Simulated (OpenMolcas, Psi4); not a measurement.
**BF3 (boron trifluoride): a line through the functionals**

BF3: 4 atoms, total charge 0, spin state singlet. SMILES: `FB(F)F`. Geometry: relaxed at PBE0-D4/def2-TZVP.

The vertical ionisation energy (to the doublet cation) y, in eV, basis aug-cc-pVDZ; a is the functional's share of exact exchange. Programs: OpenMolcas 26.06, Psi4 1.11.

| functional | program | a | y (eV) |
| --- | --- | --- | --- |
| revPBE | Psi4 | 0 | 14.40 |
| PBE | Psi4 | 0 | 14.49 |
| B3LYP | OpenMolcas | 0.2 | 15.26 |
| PBE0 | OpenMolcas | 0.25 | ? |
| BHLYP | OpenMolcas | 0.5 | 16.06 |

Q: Fit y = c + s·a to the known rows and predict PBE0.

A: 
1. Means of the 4 rows: a = 0.1750, y = 15.053.
2. Σ(Δa)² = 0.1675, Σ(Δa·Δy) = 0.54525, so the slope is 0.54525/0.1675 = 3.2552.
3. Intercept: 15.053 − (3.2552) × 0.1750 = 14.483. The largest residual of the fit is 0.13.
4. PBE0: 14.483 + (3.2552) × 0.25 = 15.30 eV.

The run gave 15.32 eV, so the prediction is off by -0.02 eV, within the scatter of the fit.

The ionisation energy of BF3 rises with the share of exact exchange, from 14.40 eV with revPBE to 16.06 eV with BHLYP. The electron leaves an essentially nonbonding combination of in-plane fluorine lone pairs, so the hole in the cation can spread over three equivalent atoms. Semilocal exchange makes such a delocalised hole too stable and the ionisation energy too low; exact exchange counteracts this. The measured vertical value lies near the upper end of the table, which fits this picture, though BHLYP's closeness to it may owe something to error cancellation.

Exact exchange is not the only variable: revPBE and PBE differ although both have none, and B3LYP and BHLYP also differ from them in their correlation part. The slope is therefore an average response across functional families, not a property of the molecule. PBE0 falls inside the fitted range, so its good prediction supports interpolation among similar functionals but says little about whether the line would hold up to full exact exchange.
